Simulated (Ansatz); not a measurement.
## Appearance energy of a fragment ion: BH3(AsH3) → [AsH3]+ + BH3 + e⁻

Species: BH3(AsH3), singlet; [AsH3]+ `[AsH3+]`, doublet; BH3 (borane) `B`, singlet. 

Shapes, held fixed at every level: PBE0-D4/def2-TZVP. Programs: Ansatz 0.2.0. Electronic energies: no zero-point or thermal term.

```csv
level,kind,ΔE (eV),less CCSD(T)/def2-TZVPP
MP2/def2-SVP,perturbation theory,+10.13,-0.32
HF/def2-TZVPP,Hartree–Fock,+8.74,-1.71
B3LYP-D4/def2-TZVPP,global hybrid,+10.56,+0.11
r2SCAN0-D4/def2-TZVPP,global hybrid,+10.58,+0.13
wB97X-V/def2-TZVPP,range-separated hybrid,+10.51,+0.06
CCSD/def2-TZVPP,coupled cluster or CI,+10.30,-0.15
CCSD(T)/def2-TZVPP,coupled cluster or CI,+10.45,0.00
```

The highest level, CCSD(T)/def2-TZVPP, gives ΔE = +10.45 eV; the levels span +8.74 to +10.58. The column of differences is taken from that level and isn't an error. No measured value is set beside it here. Open shells run unrestricted. Relativity is left out for As. Outer-core shells of As are correlated in most correlated rows, in sets that cover them unevenly. The onset seen in experiment also holds zero-point changes and kinetic shifts.

Forming [AsH3]+ from the adduct costs 10.45 eV at the CCSD(T) level. This energy combines breaking the dative As–B bond with ionizing the released arsine. In the adduct, the arsenic lone pair is shared with the empty boron p orbital; afterwards, a single electron remains in the arsenic-centred orbital and borane is again electron-deficient.

The loss of that electron pair explains why Hartree–Fock falls 1.71 eV short. Correlation stabilizes the intact adduct more than the separated products, which have one fewer electron pair, and it also strengthens the donor–acceptor bond. CCSD recovers most of the shortfall, and triples add a further 0.15 eV. The three hybrids lie slightly above CCSD(T), but their close agreement in the total could hide compensating differences between the bond and ionization terms. The low MP2 value can't be assigned to perturbation theory alone, because its basis is also smaller.

The total energy doesn't establish whether the ionized adduct is itself bound, which would require its energy relative to these fragments.
